## Results and discussion

The decision at hand is which level of theory to use for the vertical ionisation energy of this five-membered Si–Ge ring, and whether the HOMO energy of the neutral molecule may stand in for a separate calculation on the cation. The results favour the energy difference at five of the six functionals, and a range-separated hybrid when 0.1 eV matters; the exception is wB97M-V, where both routes lie about 0.1 eV from the best estimate. The orbital shortcut is usable only with the two range-separated functionals.

Vertical ionisation of gas-phase Ge2H10Si3 (SMILES [SiH2]1[SiH2][GeH2][GeH2][SiH2]1), computed with Ansatz 0.2.0 at the neutral's PBE0-D4/def2-TZVP geometry. The ionisation energy is the energy of the unrestricted cation less that of the neutral, both at the level listed; the def2-limit row is extrapolated from def2-TZVPP and def2-QZVPP.

| level | exact exchange, long range (%) | ionisation energy (eV) | -HOMO of the neutral (eV) | cation <S^2> |
| --- | --- | --- | --- | --- |
| PBE-D4/def2-TZVPP | 0 | 8.96 | 6.63 | 0.754 |
| r2SCAN-D4/def2-TZVPP | 0 | 9.08 | 6.88 | 0.759 |
| B3LYP-D4/def2-TZVPP | 20 | 9.22 | 7.39 | 0.756 |
| PBE0-D4/def2-TZVPP | 25 | 9.23 | 7.61 | 0.758 |
| wB97X-V/def2-TZVPP | 100 | 9.40 | 9.72 | 0.759 |
| wB97M-V/def2-TZVPP | 100 | 9.34 | 9.53 | 0.756 |
| HF/def2-QZVPP | 100 | 8.61 | n/a | 0.775 |
| HF/def2-TZVPP | 100 | 8.64 | n/a | 0.775 |
| HF/def2-limit | 100 | 8.61 | n/a | n/a |

The ionisation energy $I$ is the energy of the cation less that of the neutral, and $-\varepsilon_\text{H}$ is the negative HOMO energy of the neutral. The share $a$ is the percentage of exact exchange that a level uses at long interelectronic distance, taken from its definition and rounded. A pure doublet has $\langle S^2\rangle = 0.75$; the functionals exceed this by at most 0.009 and Hartree–Fock by 0.025, so spin contamination is slight. The HF rows are the uncorrelated reference energies of MP2 and coupled-cluster runs, whose correlated totals supply the yardstick below.

### Two routes to one quantity

In exact theory $I$ and $-\varepsilon_\text{H}$ are equal. Across the six functionals $I$ spans 0.44 eV while $-\varepsilon_\text{H}$ spans 3.09 eV, seven times as much. The choice of functional is therefore a modest matter on one route and decisive on the other.

The standard explanation follows the energy while the HOMO occupation $n$ goes from 0 (cation) to 1 (neutral). To second order,

$$E(n) = E_\text{cation} - nI + \tfrac{k}{2}\,n(n-1),$$

where $k$ is the curvature. Janak's theorem sets the orbital energy equal to $dE/dn$, and the slope at $n=1$ gives

$$I-(-\varepsilon_\text{H}) = \tfrac{k}{2}.$$

The exact $E(n)$ is a straight line, so the mismatch of the two columns measures half of a spurious curvature.

Theory also says where $k$ comes from. The Hartree term lets the HOMO electron repel itself with an energy $Jn^2/2$, where $J$ is the orbital's self-Coulomb integral. Exact exchange cancels this term at every $n$. Semilocal exchange responds to the total density, changes almost linearly with $n$, and cancels it roughly at the integers only, leaving about $\tfrac{J}{2}n(n-1)$. This remainder vanishes at both end points, which protects $I$, but it tilts the slope at $n=1$ and pushes the HOMO up; this is delocalisation error.

A share $a$ of exact exchange removes that share of the remainder, and relaxation of the other electrons adds a negative curvature, so $k/2$ should fall linearly with $a$. For an orbital spread over several ring bonds most of the self-repulsion acts across distances of a bond length or more, so the long-range share should count most, though the short-range share still contributes. All runs have whole electron numbers, so this cause is argued and only its consequence is tested.

### How well the line holds

A straight line was fitted to the mismatch of the two semilocal and two global-hybrid rows only; the printed output after this text lists the residuals. It is used here to predict wB97M-V, which was not part of the fit:

$$\tfrac{k}{2} = 2.27 - 0.0244\times 100 = -0.17\ \text{eV}.$$

The table gives $9.34-9.53=-0.19$ eV for that row, close to the prediction. For wB97X-V the line lies 0.15 eV too high, well beyond the rounding. The sign and rough size of the mismatch thus carry over to both range-separated functionals. The extrapolation runs four times as far as the fitted range, however, and the close match is partly luck. The four rows mix three semilocal forms, and the line through PBE and PBE0 alone, which share one form, reaches $-0.51$ eV at 100 %. That is below both range-separated rows, as expected if their small short-range share leaves some curvature in place.

Within the fitted rows the residuals reach 0.07 eV, mostly because PBE and r2SCAN differ by 0.13 eV at the same share, of which the D4 dispersion term explains only 0.03 eV. That term adds up to 0.07 eV to $I$ and nothing to the HOMO; taking it out steepens the line, so that its value at 100 % moves from wB97M-V to wB97X-V. Refitted to all six functionals, the line leaves an rms residual of 0.06 eV. The same fit against the short-range shares, which are 17 and 15 % by definition for wB97X-V and wB97M-V, leaves 0.98 eV. The numbers therefore rule out the short-range share alone, but they form only three clusters in $a$ and cannot exclude a weighted share in which short-range exchange plays a smaller part.

Hartree–Fock has the same entry of 100 % and falls 0.97 eV below the line, so the long-range share cannot be the whole story. It differs from the range-separated functionals in having full exact exchange at short range as well and no correlation, and these runs do not separate the two. Its own $-\varepsilon_\text{H}$ in the triple-zeta basis is 9.78 eV, and its energy difference lies 1.14 eV lower, which is orbital relaxation if the hole sits in the HOMO. Correlation then adds back 0.74 eV, because the neutral has one more electron pair to correlate than the cation. The two steps cancel only in part.

This makes the HF energy difference the worst entry in the ionisation energy column, more than 0.8 eV below the best estimate in either basis. The larger basis shifts it by only 0.03 eV, and in the wrong direction, so enlarging the basis is wasted effort at that level. The HF orbital energy, which omits both relaxation and correlation, does better and lies 0.40 eV above CCSD(T) in the same basis.

### The yardstick and its uncertainty

CCSD(T) gives 9.38 eV in def2-TZVPP and 9.45 eV after extrapolation to the basis limit. The gap of 0.07 eV between them exceeds 1 kcal/mol (0.043 eV), so no cheaper level can be certified to chemical accuracy here. Both values also inherit the hole of the HF cation, which may occupy another orbital than in the functionals' cations. All tested solutions are stable minima, but stability does not decide this, and every error quoted below is conditional on it. The largest single-excitation amplitude is 0.11 in the cation against 0.03 in the neutral, so coupled cluster reshapes the cation's HF orbitals noticeably.

The extrapolated value is not firm. The correlated space of 25 orbitals includes the Ge 3d shells, and the neutral's MP2 correlation energy grows by 62 % from triple to quadruple zeta, far from the smooth tail that the extrapolation formula assumes. Most of that growth cancels between cation and neutral: the MP2 correlation part of $I$ rises only from 0.81 to 0.88 eV. All electrons are treated explicitly without any relativistic term, which affects every row and matters for comparison with measurement more than for the ranking.

Among the correlated methods the triples add just 0.013 eV, so CCSD captures nearly all of the coupled-cluster result in this basis. MP2 lies 0.08 eV above CCSD(T) in the triple-zeta basis. Its value there, 9.46 eV, almost coincides with the best estimate only because that overshoot offsets the basis deficit; at the limit MP2 reaches 9.53 eV.

### What each functional delivers

All six energy differences fall below the extrapolated CCSD(T) value. PBE is low by 0.49 eV, r2SCAN by 0.37 eV, and the two global hybrids by 0.22 to 0.23 eV. The functionals are compared with the limit because single-determinant methods converge quickly with basis size; the HF shift suggests a few hundredths of an eV of basis error for them. A cation that is too stable is what delocalisation of the hole would produce, and the deficit does shrink from semilocal to global to range-separated functionals.

The exchange share describes $I$ less well than it describes the mismatch. PBE and r2SCAN differ by 0.12 eV at the same share of zero, so the semilocal form matters too. B3LYP (the VWN-RPA form) and PBE0 differ by 0.01 eV, and without D4 the gap would be 0.04 eV, so their near tie carries no meaning.

The range-separated pair is low by 0.05 eV (wB97X-V) and 0.11 eV (wB97M-V) against the limit. The first is closer to both CCSD(T) values, but the step of 0.06 eV between them is no larger than the spread of the yardstick, and one molecule does not rank them. Their orbital energies overshoot the limit by less than 0.3 eV. The semilocal and global-hybrid orbital energies, in contrast, are too small by 1.8 to 2.8 eV.

### Accuracy needed against cost

Placing the ionisation energy to within about half an eV needs only a semilocal energy difference. A tolerance near a quarter of an eV needs a global hybrid, and one near 0.1 eV a range-separated hybrid. The margins are thin: PBE and the two global hybrids sit within 0.03 eV of their limits, less than the spread of the yardstick, and would exceed them without the D4 term. These are vertical values for one conformer without zero-point motion, comparable to a photoelectron band maximum; an onset lies lower because the cation relaxes.

Formal scaling gives the rough price. Semilocal functionals grow as about the third power of system size, hybrids as the fourth, MP2 as the fifth and CCSD(T) as the seventh, and range separation does not change the power. Going from 362 to 688 basis functions multiplies a fourth-power step by 13 and the virtual-orbital factor of coupled cluster by 18. The cation run roughly doubles or triples the cost of a functional calculation, a small price against an error of two eV.

The protection of $I$ depends on size. In larger rings or long chains the hole spreads further and $J$ shrinks, so by the same argument the semilocal mismatch narrows, while the HOMO stays too high. The semilocal energy difference then sinks toward $-\varepsilon_\text{H}$, so that agreement of the two routes stops being a sign of accuracy, and long-range exact exchange becomes necessary on both.

For this ring the working rule is to compute cation less neutral with a range-separated hybrid in a triple-zeta basis, to expect $-\varepsilon_\text{H}$ to lie 0.19 to 0.32 eV above $I$ at that level without reading the size of that gap as a measure of accuracy, and to compare the spin densities of the HF and functional cations before paying for a coupled-cluster refinement.

Printed output of the fit:

```
All energies in eV. Table rounding 0.005 per value, 0.01 on a difference; 1 kcal/mol = 0.043
IE TZVPP: MP2 9.457  CCSD 9.362  CCSD(T) 9.376  (triples part 0.013)
IE QZVPP: MP2 9.488;  limit: MP2 9.529  CCSD 9.435  CCSD(T) 9.448
CCSD(T) limit - TZVPP 0.072;  MP2 - CCSD(T) at TZVPP 0.081
HF basis steps in IE: TZ to QZ -0.032, QZ to limit -0.005
MP2 correlation part of IE: TZ 0.813  QZ 0.876  limit 0.922
MP2 correlation of neutral: TZ -24.3  QZ -39.4  limit -50.6  (TZ to QZ +62 %)
HF TZVPP: -HOMO 9.78, step to HF IE -1.14, correlation +0.74, sum 9.38
Correlation part at limit +0.84;  HF -HOMO less CCSD(T)/TZVPP +0.40
level                 IE   err vs TZ  err vs limit  -HOMO err vs limit
PBE-D4/def2-TZVPP     8.96   -0.42      -0.49        -2.82
r2SCAN-D4/def2-TZVPP  9.08   -0.30      -0.37        -2.57
B3LYP-D4/def2-TZVPP   9.22   -0.16      -0.23        -2.06
PBE0-D4/def2-TZVPP    9.23   -0.15      -0.22        -1.84
wB97X-V/def2-TZVPP    9.40   +0.02      -0.05        +0.27
wB97M-V/def2-TZVPP    9.34   -0.04      -0.11        +0.08
HF/def2-QZVPP         8.61   -0.77      -0.84        -
HF/def2-TZVPP         8.64   -0.74      -0.81        +0.33
HF/def2-limit         8.61   -0.77      -0.84        -
Span over functionals: IE 0.44, -HOMO 3.09, ratio 7.0
Line through first four rows: IE-(-HOMO) = 2.27 -0.0244 * share(%)
level     share  IE-(-HOMO)  line   residual  PBE-HF mix residual
PBE-D4        0   +2.33     +2.27   +0.06     +0.00 fitted
r2SCAN-D4     0   +2.20     +2.27   -0.07     -0.13 fitted
B3LYP-D4     20   +1.83     +1.78   +0.05     +0.19 fitted
PBE0-D4      25   +1.62     +1.66   -0.04     +0.16 fitted
wB97X-V     100   -0.32     -0.17   -0.15     +0.82 predicted
wB97M-V     100   -0.19     -0.17   -0.02     +0.95 predicted
HF TZVPP    100   -1.14     -0.17   -0.97     (no correlation; not fitted)
rms over six functionals: long-range line 0.06, short-range line 0.98, PBE-HF mix 0.53
Curvature removed by 100 % share 4.9, as e^2/r: r = 2.9 Angstrom (order only)
Slopes per 10 % share, six rows: IE 0.031, -HOMO 0.284
IE line residuals: PBE-D4 -0.12, r2SCAN-D4 +0.00, B3LYP-D4 +0.08, PBE0-D4 +0.07, wB97X-V +0.01, wB97M-V -0.05
IE steps: PBE to r2SCAN +0.12, PBE to PBE0 +0.27, B3LYP to PBE0 +0.01
IE steps: PBE0 to wB97X-V +0.17, wB97X-V to wB97M-V -0.06
D4 part of IE: PBE-D4 0.047, r2SCAN-D4 0.014, B3LYP-D4 0.073, PBE0-D4 0.041
IE without D4: B3LYP 9.15, PBE0 9.19
Cation <S^2> above 0.75: functionals 0.004 to 0.009, HF 0.025
Electrons 116 = 2 x 58 (all-electron); active orbitals 25 = 15 valence + 10 Ge 3d
Functions TZ 362, QZ 688; formal QZ/TZ cost: N^4 13, v^4 of CCSD and (T) 18
```
